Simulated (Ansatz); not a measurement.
**Isomers of C2H7GaO2**

2 of its isomers, all singlets with charge 0: A = `C[O][GaH][O]C`; B = `C[CH2][Ga]([OH])[OH]`.

Shapes, held fixed at every level: PBE0-D4/def2-TZVP. Flexible molecules stand in one conformer, not always the lowest. Programs: Ansatz 0.2.0.

A:

```xyz
12

C    -1.9542    0.8948    1.0770
O    -0.9027    0.2623    1.7695
Ga    0.5282   -0.3912    0.9588
O     0.4959   -0.1636   -0.8071
C     1.5170   -0.5953   -1.6672
H    -2.0759    1.9177    1.4494
H    -1.7886    0.9407   -0.0048
H    -2.8902    0.3556    1.2584
H     1.6771   -1.0848    1.7266
H     2.3448   -1.0960   -1.1458
H     1.1136   -1.2993   -2.4035
H     1.9350    0.2590   -2.2112
```

B:

```xyz
12

C    -0.3163    0.1424    1.8236
C     0.6265    0.5464    0.6958
Ga    0.1237   -0.1376   -1.0622
O    -1.3366   -1.1592   -1.2607
O     1.0885    0.2222   -2.5287
H     0.0160    0.5528    2.7815
H    -0.3754   -0.9426    1.9330
H    -1.3337    0.4982    1.6481
H     1.6473    0.2042    0.8922
H     0.6947    1.6352    0.6083
H    -1.5137   -1.4550   -2.1552
H     0.7560   -0.1622   -3.3416
```

Electronic energies in kJ/mol, without zero-point or thermal terms.

```csv
level,kind,B − A
SPW92/def2-TZVPP,LDA,-136.4
PBE-D4/def2-TZVPP,GGA,-138.7
r2SCAN-D4/def2-TZVPP,meta-GGA,-138.8
PBE0-D4/def2-TZVPP,global hybrid,-141.4
wB97X-V/def2-TZVPP,range-separated hybrid,-133.2
CCSD(T)/def2-SVP,coupled cluster or CI,-116.1
CCSD/def2-TZVPP,coupled cluster or CI,-141.7
CCSD(T)/def2-TZVPP,coupled cluster or CI,-143.1
```

The highest level, CCSD(T)/def2-TZVPP, puts B lowest of these. All levels agree on that. The B − A difference spans -143.1 to -116.1 kJ/mol over the levels. Relativity is left out for Ga. Outer-core shells of Ga are correlated in most correlated rows, in sets that cover them unevenly.

The ethylgallium dihydroxide B lies well below the dimethoxygallane A, and the gap is far larger than the disagreement between methods. Both isomers keep two Ga–O bonds and trivalent gallium, so the preference comes mainly from the rest of the framework. Going from A to B exchanges two C–O bonds, a Ga–H bond and a C–H bond for two O–H bonds, a C–C bond and a Ga–C bond. The strong, polar O–H bonds are probably the decisive gain.

With the larger basis, adding perturbative triples only moves the difference from -141.7 to -143.1 kJ/mol, which gives no sign of difficult static correlation. Enlarging the basis matters much more: the small-basis CCSD(T) value of -116.1 kJ/mol underestimates the preference, probably because it describes the oxygen-centred bonds and their correlation unevenly. PBE0-D4 comes closest to the highest level among the functionals, but one energy difference cannot rank them generally. Nor does the order necessarily carry over to condensed phases, where three-coordinate gallium readily forms alkoxide or hydroxide bridges.
